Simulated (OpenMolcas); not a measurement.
# InCl3 (SMILES [Cl][In]([Cl])[Cl]): methods side by side

InCl3: 4 atoms, total charge 0, spin state singlet. As SMILES, `[Cl][In]([Cl])[Cl]`. Geometry: relaxed at PBE0-D4/def2-TZVP.

```xyz
4

Cl   -0.2029    0.5215    2.2136
In    0.0144   -0.0148   -0.0053
Cl    1.0159   -1.9852   -0.6153
Cl   -0.7720    1.4183   -1.6132
```

Each level gives the HOMO–LUMO gap (eV). The values are calculated.

| level | kind | program | value (eV) | CPU time |
| --- | --- | --- | --- | --- |
| HF/def2-SVP (core potential) | Hartree–Fock | OpenMolcas | 13.43 | 6.2 s |
| BLYP/def2-SVP (core potential) | GGA | OpenMolcas | 4.07 | 14 s |
| PBE/def2-SVP (core potential) | GGA | OpenMolcas | 4.18 | 14 s |
| revPBE/def2-SVP (core potential) | GGA | OpenMolcas | 4.24 | 14 s |
| M06-L/def2-SVP (core potential) | meta-GGA | OpenMolcas | 4.70 | 19 s |
| TPSS/def2-SVP (core potential) | meta-GGA | OpenMolcas | 4.44 | 19 s |
| B3LYP/def2-SVP (core potential) | global hybrid | OpenMolcas | 5.91 | 13 s |
| BHLYP/def2-SVP (core potential) | global hybrid | OpenMolcas | 8.70 | 13 s |

The values span 4.07 to 13.43 eV. Orbital gaps aren't excitation energies; they tend to grow with the share of exact exchange. Times are those of the runs behind each value, whatever else they computed, on shared processors of several kinds: orders of magnitude only.

The frontier-orbital gap of monomeric InCl3 depends far more on the treatment of exchange than on the choice of semilocal functional. The GGAs and meta-GGAs lie between 4.07 and 4.70 eV, whereas B3LYP gives 5.91, BHLYP 8.70 and Hartree–Fock 13.43 eV. The highest occupied levels of such a trihalide are expected to be chlorine p lone pairs, and the lowest empty level probably has indium s character mixed in antibonding fashion with chlorine p. The gap would then have ligand-to-metal character, in keeping with In(III), whose valence s and p shells are formally empty. The steep rise probably reflects nonlocal exchange, which stabilises the occupied lone pairs but gives the empty level no comparable attraction.

The narrow semilocal range therefore shows similarity among the functionals, not accuracy. Nor can these gaps be carried over to solid indium trichloride, where bridging chlorides raise the metal's coordination and alter the empty indium-based states.
